**Problem.** A $4f^n$ ion has the crystal field $H=\sum B^k_q C^{(k)}_q$ (Wybourne form). (a) Reduce it to real polynomials. (b) Construct the operator equivalents. (c) Derive the conversion to Stevens parameters. (d) Find the Stevens factors of Dy$^{3+}$. (e) Convert the cubic ratios. (f) Give the range of validity. (g) Apply the result to Dy$_2$Ti$_2$O$_7$.

## Premises and conventions

1. The field is a spin-independent one-electron operator, all $4f$ orbitals share one radial function, and the radial integrals are absorbed in the parameters:
$$H=\sum_{k,q}B^k_q\sum_{i}C^{(k)}_q(\hat{\mathbf r}_i),\qquad C^{(k)}_q=\sqrt{\frac{4\pi}{2k+1}}\,Y_{kq}.$$
The $Y_{kq}$ carry the Condon–Shortley phase, so $C^{(k)*}_q=(-1)^qC^{(k)}_{-q}$.
2. Between $l=3$ states the triangle rule gives $k\le 6$ and parity gives even $k$. The $k=0$ term is a common shift. This leaves $k=2,4,6$.
3. The Stevens form acts within one multiplet $|JM\rangle$: $H=\sum\mathcal B_{kq}O_k^q$, with $\mathcal B_{kq}=\theta_kA_{kq}\langle r^k\rangle$.
4. $O_k^q$ is the fully symmetrised operator obtained by $x,y,z\to J_x,J_y,J_z$ from a real harmonic polynomial $p_{kq}$, scaled as in (a). Here $\hbar=1$ and $X=J(J+1)$.

## (a) Real form of the Wybourne expansion

Hermiticity of $H$ with $C^{(k)*}_q=(-1)^qC^{(k)}_{-q}$ requires $B^k_{-q}=(-1)^qB^{k*}_q$. For $q\ge0$, with $u=\cos\vartheta$ and $s=\sin\vartheta$,
$$C^{(k)}_q=(-1)^q\sqrt{\frac{(k-q)!}{(k+q)!}}\;s^q\,\frac{d^qP_k}{du^q}\,e^{iq\varphi}.$$
Write $d^qP_k/du^q=\kappa_{kq}\,\pi_{kq}(u)$, where $\kappa_{kq}>0$ and $\pi_{kq}$ has integer coefficients without common factor. The Stevens polynomials are $p_{kq}=r^k\pi_{kq}s^q\cos q\varphi$ and, for $q>0$, $p_{k,-q}=r^k\pi_{kq}s^q\sin q\varphi$. Define
$$\lambda_{kq}=(2-\delta_{q0})\,\kappa_{kq}\sqrt{\frac{(k-q)!}{(k+q)!}},$$
so that $C^{(k)}_0=\lambda_{k0}\pi_{k0}$ and $C^{(k)}_q=(-1)^q\tfrac12\lambda_{kq}\pi_{kq}s^qe^{iq\varphi}$ for $q>0$. Since $B^k_{-q}C^{(k)}_{-q}=(B^k_qC^{(k)}_q)^*$, the pair $\pm q$ is twice a real part:
$$B^k_qC^{(k)}_q+B^k_{-q}C^{(k)}_{-q}=(-1)^q\lambda_{kq}\left[\operatorname{Re}B^k_q\;p_{kq}-\operatorname{Im}B^k_q\;p_{k,-q}\right]/r^k .$$

The constants follow by differentiating $P_2=\tfrac12(3u^2-1)$, $P_4=\tfrac18(35u^4-30u^2+3)$ and $P_6=\tfrac1{16}(231u^6-315u^4+105u^2-5)$. For example, $P_6'''=(27720u^3-7560u)/16=\tfrac{315}{2}(11u^3-3u)$, and $\lambda_{63}=315/\sqrt{60480}=\sqrt{105}/8$.

| $(k,q)$ | $\pi_{kq}$ | $\kappa_{kq}$ | $\lambda_{kq}$ |
|---|---|---|---|
| (2,0) | $3u^2-1$ | $1/2$ | $1/2$ |
| (2,2) | $1$ | $3$ | $\sqrt6/2$ |
| (4,0) | $35u^4-30u^2+3$ | $1/8$ | $1/8$ |
| (4,3) | $u$ | $105$ | $\sqrt{35}/2$ |
| (4,4) | $1$ | $105$ | $\sqrt{70}/8$ |
| (6,0) | $231u^6-315u^4+105u^2-5$ | $1/16$ | $1/16$ |
| (6,3) | $11u^3-3u$ | $315/2$ | $\sqrt{105}/8$ |
| (6,4) | $11u^2-1$ | $945/2$ | $3\sqrt{14}/16$ |
| (6,6) | $1$ | $10395$ | $\sqrt{231}/16$ |

In Cartesian form $r^qs^q\cos q\varphi=\operatorname{Re}(x+iy)^q$, so for instance $p_{43}=z(x^3-3xy^2)$.

## (b) Operator equivalents

**Step 1: symmetrisation preserves the tensor character.** Let $\sigma$ map each monomial in $x,y,z$ to the average over all orderings of the corresponding product of $J_x,J_y,J_z$. It is linear, and $\sigma[(\mathbf a\cdot\mathbf r)^k]=(\mathbf a\cdot\mathbf J)^k$ because the expanded power contains every ordering once. The powers $(\mathbf a\cdot\mathbf r)^k$ span the homogeneous polynomials of degree $k$, and a rotation acts on both sides only by rotating $\mathbf a$. Hence $\sigma$ commutes with rotations, and $T^{(k)}_q=\sigma[r^kC^{(k)}_q]$ transforms like $C^{(k)}_q$:
$$[J_z,T^{(k)}_q]=qT^{(k)}_q,\qquad [J_\pm,T^{(k)}_q]=\sqrt{(k\mp q)(k\pm q+1)}\;T^{(k)}_{q\pm1}.$$
By premise 4, $O_k^q=\sigma[p_{kq}]$. Applying $\sigma$ to the result of (a) gives
$$T^{(k)}_0=\lambda_{k0}O_k^0,\qquad T^{(k)}_q+(-1)^qT^{(k)}_{-q}=(-1)^q\lambda_{kq}O_k^q\quad(q>0).$$

**Step 2: explicit operators.** Since $d^kP_k/du^k=(2k)!/(2^kk!)$, the top component is $T^{(k)}_k=(-1)^kN_kJ_+^k$ with $N_k=\sqrt{(2k)!}/(2^kk!)$; no ordering problem arises in a power of $J_+$. Lower components follow from commutators. With $J_-J_+=X-J_z(J_z+1)$ and $J_+J_-=X-J_z(J_z-1)$, acting on $|M\rangle$,
$$[J_-,J_+^nf_n(J_z)]=J_+^{n-1}f_{n-1}(J_z),$$
$$f_{n-1}(M)=[X-(M+n-1)(M+n)]f_n(M)-[X-M(M-1)]f_n(M-1).$$
For $k=4$, $f_4=1$ gives $f_3=-4(2M+3)$, so $[J_-,J_+^4]=-4\{J_z,J_+^3\}$ with braces for the anticommutator. Then $T^{(4)}_3=-\frac{\sqrt{70}}{16}\frac{4}{\sqrt8}\{J_z,J_+^3\}=-\frac{\sqrt{35}}{8}\{J_z,J_+^3\}$. Using $T^{(k)}_{-q}=(-1)^qT^{(k)\dagger}_q$ and Step 1,
$$O_4^3=\tfrac14\{J_z,J_+^3+J_-^3\},\qquad O_4^4=\tfrac12(J_+^4+J_-^4).$$
For $k=6$, $f_6=1$ gives in turn
$$f_5=-6(2M+5),\qquad f_4=6\,(22M^2+88M+100-2X),$$
$$f_3=-60\,[22M^3+99M^2+179M+120-X(6M+9)].$$
The bracket in $f_4$ is $w(M)+w(M+4)$ with $w=11M^2-X-38$. The bracket in $f_3$ is $g(M)+g(M+3)$ with $g=11M^3-(3X+59)M$. Dividing by the ladder factors $\sqrt{12\cdot22}$ and $\sqrt{12\cdot22\cdot30}$, with $N_6=\sqrt{231}/32$, gives $T^{(6)}_4=\frac{3\sqrt{14}}{64}\{w,J_+^4\}$ and $T^{(6)}_3=-\frac{\sqrt{105}}{32}\{g,J_+^3\}$, so that
$$O_6^3=\tfrac14\{g(J_z),J_+^3+J_-^3\},\quad O_6^4=\tfrac14\{w(J_z),J_+^4+J_-^4\},\quad O_6^6=\tfrac12(J_+^6+J_-^6).$$
Likewise $O_2^2=\tfrac12(J_+^2+J_-^2)$. The product of the ladder factors from $q=k$ to $q=1$ is $\sqrt{(2k)!}$, so for even $k$ the recursion ends at $f_0=2^kk!\,\lambda_{k0}O_k^0$, that is $4O_2^0$, $48O_4^0$ and $2880O_6^0$, with
$$O_2^0=3J_z^2-X,\qquad O_4^0=35J_z^4-(30X-25)J_z^2+3X^2-6X,$$
$$O_6^0=231J_z^6-(315X-735)J_z^4+(105X^2-525X+294)J_z^2-5X^3+40X^2-60X .$$

**Step 3: the stretched matrix element.** Because $\langle JJ|J_-=0$, only one term of a nested commutator survives. For any rank-$k$ tensor $V$, with ladder factors multiplying to $\sqrt{(k+q)!/(k-q)!}$,
$$\langle JJ|V_qJ_-^q|JJ\rangle=(-1)^q\sqrt{\frac{(k+q)!}{(k-q)!}}\;\langle JJ|V_0|JJ\rangle.\tag{1}$$
Put $V=T^{(k)}$ and $q=k$, and use $\langle JJ|J_+^kJ_-^k|JJ\rangle=\prod_{n=0}^{k-1}(2J-n)(n+1)=k!\,(2J)!/(2J-k)!$:
$$\langle JJ|T^{(k)}_0|JJ\rangle=\frac{(2J)!}{2^k(2J-k)!}.\tag{2}$$
This is nonzero for $k\le2J$.

## (c) The conversion

The sum $\sum_iC^{(k)}_q(i)$ commutes with $\mathbf S$, so under $\mathbf J=\mathbf L+\mathbf S$ it obeys the commutators of Step 1. By the Wigner–Eckart theorem, within one multiplet the matrix elements of any rank-$k$ tensor equal $\langle JM\,kq|JM'\rangle$ times one number independent of $M,M',q$. By (2) that number is nonzero for $T^{(k)}$. Therefore, within the multiplet,
$$\sum_iC^{(k)}_q(i)=\theta_kT^{(k)}_q ,$$
with one constant $\theta_k$ for all $q$. Multiplying by $\langle r^k\rangle$ and taking real combinations gives $\sum_ip_{kq}(\mathbf r_i)=\theta_k\langle r^k\rangle O_k^q$, which is the definition of the Stevens factors $\theta_2,\theta_4,\theta_6=\alpha_J,\beta_J,\gamma_J$. Inserting this into $H$ and using (a):
$$\boxed{\mathcal B_{kq}=(-1)^q\,\theta_k\,\lambda_{kq}\operatorname{Re}B^k_q\ \ (q\ge0),\qquad \mathcal B_{k,-q}=(-1)^{q+1}\theta_k\,\lambda_{kq}\operatorname{Im}B^k_q\ \ (q>0)}$$
For even $q$ and real parameters this is $\mathcal B_{kq}=\theta_k\lambda_{kq}B^k_q$, or $A_{kq}\langle r^k\rangle=\lambda_{kq}B^k_q$. The $\lambda_{kq}$ are pure normalisation; the ion enters only through $\theta_k$.

The factor $(-1)^q$ belongs to the plain sum of premise 1, where a real odd-$q$ term reads $B^k_q(C^{(k)}_q-C^{(k)}_{-q})$. If the term is written $B^k_q(C^{(k)}_{-q}-C^{(k)}_q)$, as is also common, the factor is absent for the real parts. A rotation of the axes by $\pi$ about $z$ multiplies every parameter by $(-1)^q$, so the two conventions give the same spectrum when one of them is applied to all odd-$q$ terms together. The relative sign of $B^4_3$ and $B^6_3$ is physical.

## (d) Stevens factors of Dy$^{3+}$

Dy$^{3+}$ is $4f^9$. Hund's rules give $S=5/2$, $L=5$, $J=L+S=15/2$. Only one determinant has $M_S=5/2$ and $M_L=5$: seven spin-up electrons filling $m=-3,\dots,3$ and two spin-down electrons in $m=3$ and $2$. It has $M=15/2$, the largest value in $^6H$, so it is $|JJ\rangle$. The spin-up electrons contribute nothing for $k>0$, since $\sum_m|Y_{3m}|^2$ is constant and orthogonal to $P_k$. The normalised densities in $u$ are $\tfrac{35}{32}(1-u^2)^3$ for $m=3$ and $\tfrac{105}{16}u^2(1-u^2)^2$ for $m=2$. Integrating them against $P_k$ over $-1\le u\le1$, and taking $\langle O_k^0\rangle=\langle T^{(k)}_0\rangle/\lambda_{k0}$ from (2) with $2J=15$:

| $k$ | $m=3$ | $m=2$ | sum $c_k$ | $\langle JJ\vert O_k^0\vert JJ\rangle$ |
|---|---|---|---|---|
| 2 | $-1/3$ | $0$ | $-1/3$ | $105$ |
| 4 | $3/33$ | $-7/33$ | $-4/33$ | $16380$ |
| 6 | $-5/429$ | $30/429$ | $25/429$ | $900900$ |

Then $\theta_k=c_k/(\lambda_{k0}\langle O_k^0\rangle)$:
$$\alpha_J=-\frac{2}{315}=-6.349\times10^{-3},\quad \beta_J=-\frac{8}{135135}=-5.920\times10^{-5},\quad \gamma_J=\frac{4}{3864861}=1.035\times10^{-6}.$$

## (e) Cubic ratios

The rotation characters $\sin[(k+\tfrac12)\omega]/\sin(\omega/2)$ on the classes $E,8C_3,3C_2,6C_4,6C_2'$ of the group $O$ are $9,0,1,1,1$ for $k=4$ and $13,1,1,-1,1$ for $k=6$. The number of invariants is $(9+0+3+6+6)/24=1$ and $(13+8+3-6+6)/24=1$. Any nonzero cubic function of rank $k$ therefore fixes the ratios. One such function is $\sum_jP_k(\hat{\mathbf r}\cdot\hat{\mathbf R}_j)$ over the vertices of a cube, and the addition theorem turns it into $B^k_q\propto\sum_jC^{(k)*}_q(\hat{\mathbf R}_j)$.

*Fourfold axis.* All eight vertices have $u^2=1/3$, $s^4=4/9$, $e^{4i\varphi}=-1$. Each gives $C^{(4)}_0=-7/18$, $C^{(4)}_4=-\sqrt{70}/36$, $C^{(6)}_0=2/9$, $C^{(6)}_4=-\sqrt{14}/9$. Hence $B^4_4/B^4_0=\sqrt{5/14}$ and $B^6_4/B^6_0=-\sqrt{7/2}$. In Stevens ratios $\theta_k$ cancels:
$$\frac{\mathcal B_{44}}{\mathcal B_{40}}=\sqrt{70}\sqrt{\frac5{14}}=5,\qquad \frac{\mathcal B_{64}}{\mathcal B_{60}}=-3\sqrt{14}\sqrt{\frac72}=-21 .$$

*Threefold axis.* Two vertices lie at $u=\pm1$, three at $u=1/3$ with $\varphi=\pi,\pm\pi/3$ (a choice of $x$ axis), and three at the inverted positions, which contribute equally for even $k$. With $s^3=16\sqrt2/27$ the sums for $(4,0),(4,3),(6,0),(6,3),(6,6)$ are $56/27$, $8\sqrt{70}/27$, $256/81$, $-32\sqrt{210}/243$, $32\sqrt{231}/243$. The Wybourne ratios to the $q=0$ parameter are $\sqrt{10/7}$, $-\sqrt{210}/24$, $\sqrt{231}/24$. Multiplying by $(-1)^q\lambda_{kq}/\lambda_{k0}=-4\sqrt{35},\,-2\sqrt{105},\,\sqrt{231}$ gives the Stevens ratios $-20\sqrt2$, $35\sqrt2/4$, $77/8$.

## (f) Range of validity

1. The relation between $A_{kq}\langle r^k\rangle$ and $B^k_q$ is an identity between angular functions. It holds for any ion, site symmetry and coupling scheme, given the phase of $Y_{kq}$, the scaling of $p_{kq}$ and one axis frame.
2. The step to $\mathcal B_{kq}$ holds within one multiplet and for $k\le2J$. Matrix elements between multiplets ($J$-mixing) have no equivalent of this kind and are dropped. They shift levels by $|V|^2/\Delta$, with $\Delta$ the multiplet spacing, so the crystal-field matrix elements must be small against $\Delta$.
3. The values in (d) assume pure $LS$ coupling. Spin–orbit admixture of other terms of the same $J$, typically several per cent in weight for Dy$^{3+}$, leaves the boxed form intact but changes $\theta_k$. The determinant argument needs $J=L+S$, a shell more than half full.
4. Parameters fitted with $J$-mixing and intermediate coupling give a somewhat different spectrum after conversion, and fitted Stevens parameters absorb these effects. Where $\theta_k=0$ the conversion cannot be inverted.
5. Two-electron (correlation) crystal fields and odd-$k$ mixing with $5d$ states lie outside premises 1 and 2.

## (g) Dy$^{3+}$ in Dy$_2$Ti$_2$O$_7$

The Dy site of the pyrochlore structure has symmetry $D_{3d}$, with eight oxygen neighbours forming a cube distorted along the local $\langle111\rangle$ axis, taken as $z$. The threefold axis allows $q=0,\pm3,\pm6$. With $x$ in a mirror plane, $\varphi\to-\varphi$ is a symmetry, the sine terms vanish and six real parameters remain. The Wybourne values below are assumed round numbers, with signs and sizes chosen to give the Ising-like ground doublet typical of this compound; all results are the model's. Energies are in meV ($1$ meV $=8.066$ cm$^{-1}$).

| $(k,q)$ | assumed $B^k_q$ | $A_{kq}\langle r^k\rangle$ | $\mathcal B_{kq}$ |
|---|---|---|---|
| (2,0) | $50$ | $25$ | $-0.1587$ |
| (4,0) | $300$ | $37.5$ | $-2.220\times10^{-3}$ |
| (4,3) | $90$ | $-266.2$ | $1.576\times10^{-2}$ |
| (6,0) | $100$ | $6.25$ | $6.469\times10^{-6}$ |
| (6,3) | $-75$ | $96.07$ | $9.942\times10^{-5}$ |
| (6,6) | $100$ | $94.99$ | $9.831\times10^{-5}$ |

Four figures are kept to display the arithmetic of the conversion. The Stevens ratios are $-7.10$, $15.37$, $15.20$ against the cubic $-28.28$, $12.37$, $9.625$, and $\mathcal B_{20}\ne0$, so the model field is far from cubic.

**Diagonal test.** Directly from the determinant, $\langle JJ|H|JJ\rangle=\sum_kB^k_0c_k=-16.67-36.36+5.83=-47.20$. The Stevens form $105\,\mathcal B_{20}+16380\,\mathcal B_{40}+900900\,\mathcal B_{60}$ has the same three terms, as it must, since (d) fixed $\theta_k$ on this element.

**Off-diagonal test.** This one probes $\lambda_{k3}$ and its sign. Let $\phi=\langle\tfrac{15}2|J_+^3|\tfrac92\rangle=\sqrt{39\cdot28\cdot15}=127.98$. In Stevens form $\langle\tfrac{15}2|O_4^3|\tfrac92\rangle=\tfrac14(\tfrac{15}2+\tfrac92)\phi=3\phi$ and $\langle\tfrac{15}2|O_6^3|\tfrac92\rangle=\tfrac14[g(\tfrac{15}2)+g(\tfrac92)]\phi=660\,\phi$, which give $6.05+8.40=14.45$. In Wybourne form, (1) with $J_-^3|JJ\rangle=\phi|\tfrac92\rangle$ gives $\langle\tfrac{15}2|\sum_iC^{(k)}_3|\tfrac92\rangle=-\sqrt{(k+3)!/(k-3)!}\;c_k/\phi$, which is $0.06724$ for $k=4$ and $-0.1120$ for $k=6$. Multiplied by $90$ and $-75$ these are again $6.05$ and $8.40$. Reversing the sign of the $(4,3)$ term alone would turn $14.45$ into $2.35$.

**Spectrum.** The diagonal elements for $|M|=15/2,13/2,\dots,1/2$ are $-47.2,\,-8.4,\,21.7,\,32.5,\,25.5,\,8.1,\,-10.4,\,-21.9$. The $q=3,6$ terms couple values of $M$ that differ by $3$ or $6$; for example $\langle\tfrac{15}2|H|\tfrac32\rangle=\tfrac12\mathcal B_{66}\langle\tfrac{15}2|J_+^6|\tfrac32\rangle=2.50$. Diagonalising the $16\times16$ matrix gives eight Kramers doublets, the lowest two at $-49.9$ and $-25.3$, a gap of $24.6$. The ground doublet has weight $0.97$ on $|\pm\tfrac{15}2\rangle$ and $\langle J_z\rangle=\pm7.38$. With the Landé factor $g_J=4/3$ of $^6H_{15/2}$ the moment is $9.8\,\mu_B$ along the local axis.

**Size of the neglected $J$-mixing.** Off the diagonal, $H$ acts on the determinant $|JJ\rangle$ only by moving a spin-down electron: $3\to0$, $2\to-1$ or $3\to-3$. The one-electron elements are $\langle lm|C^{(k)}_q|lm'\rangle=(-1)^m(2l+1)\begin{pmatrix}l&k&l\\0&0&0\end{pmatrix}\begin{pmatrix}l&k&l\\-m&q&m'\end{pmatrix}$. They give
$$\langle3|H|0\rangle=-90\frac{\sqrt{63}}{33}-75\frac{5\sqrt{84}}{429}=-29.66,\quad \langle2|H|{-1}\rangle=-90\frac{\sqrt{14}}{33}+75\frac{5\sqrt{378}}{429}=6.79,$$
and $\langle3|H|{-3}\rangle=-100\cdot5\sqrt{924}/429=-35.43$. The squares sum to $2181$ meV$^2$. Of this, $14.45^2+2.50^2=215$ meV$^2$ lies inside $^6H_{15/2}$, so $1966$ meV$^2$ couples to other multiplets. The nearest, $^6H_{13/2}$, lies typically about $430$ meV higher. Using that spacing for every denominator bounds the second-order lowering of $|\pm\tfrac{15}2\rangle$ at about $1966/430=4.6$ meV; the part that reaches higher multiplets has larger denominators, and the excited doublet is lowered as well. The model's gap is therefore about $25$ meV with an uncertainty of a few meV from the single-multiplet restriction, while the factors $\lambda_{kq}$ that produced the parameters are exact.